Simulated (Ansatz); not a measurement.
**Redistribution: C2H3F3 + C2H2FI → C2H3F2I + C2H2F2**

Gas-phase species: C2H3F3 (1,1,2-trifluoroethane) `FCC(F)F`, singlet; C2H2FI `C=C(F)I`, singlet; C2H3F2I `FCC(F)I`, singlet; C2H2F2 `C=C(F)F`, singlet. The partners trade F for I; both sit on C, so the bond types are kept.

Shapes, held fixed at every level: PBE0-D4/def2-TZVP. Flexible molecules stand in one conformer, not always the lowest. Programs: Ansatz 0.2.0. The zero-point and thermal change to 298 K, harmonic and unscaled (PBE0-D4/def2-TZVP), is -0.1 kJ/mol.

```
              level                    kind  ΔH(298 K) (kJ/mol)  less CCSD(T)/def2-TZVPP
        HF/def2-SVP            Hartree–Fock                +8.5                     +4.9
  PBE-D4/def2-TZVPP                     GGA                -4.1                     -7.7
B3LYP-D4/def2-TZVPP           global hybrid                -0.1                     -3.7
 wB97X-V/def2-TZVPP  range-separated hybrid                +1.5                     -2.1
       MP2/def2-SVP     perturbation theory                +3.6                      0.0
     MP2/def2-TZVPP     perturbation theory                +2.9                     -0.7
    CCSD/def2-TZVPP   coupled cluster or CI                +4.2                     +0.6
 CCSD(T)/def2-TZVPP   coupled cluster or CI                +3.6                      0.0
```

The highest level, CCSD(T)/def2-TZVPP, gives ΔH(298 K) = +3.6 kJ/mol; the levels span -4.1 to +8.5. That is about zero within the method's error. They disagree on the sign: 6 of 8 are positive. The column of differences is taken from that level and isn't an error. No measured value is set beside it here. For atoms past krypton def2 sets carry core potentials with scalar relativity. Outer-core shells of I are correlated, in sets that cover them unevenly.

The exchange is close to thermoneutral because it conserves more than the bond types: each side has one carbon bearing two fluorines and one bearing fluorine and iodine. Much of the geminal interaction therefore cancels, leaving mainly the difference between placing these pairs on saturated and on vinylic carbon. The correlated wavefunction levels all lean towards the reactants, as expected if lone-pair donation into the neighbouring C–F antibonding orbital favours the difluorinated saturated carbon, while fluorine conjugation with the double bond compensates less well.

In the same small basis, correlation lowers the Hartree–Fock value from +8.5 to +3.6 kJ/mol at MP2, so basis size alone cannot account for the high Hartree–Fock result. The negative PBE value possibly reflects too much stabilisation of π delocalisation in difluoroethene. The close agreement of MP2 with coupled cluster suggests a modest net role for higher-order correlation, but doesn't establish a firm preference for either side. Nor can a single exchange separate fluorine's site preference from iodine's.
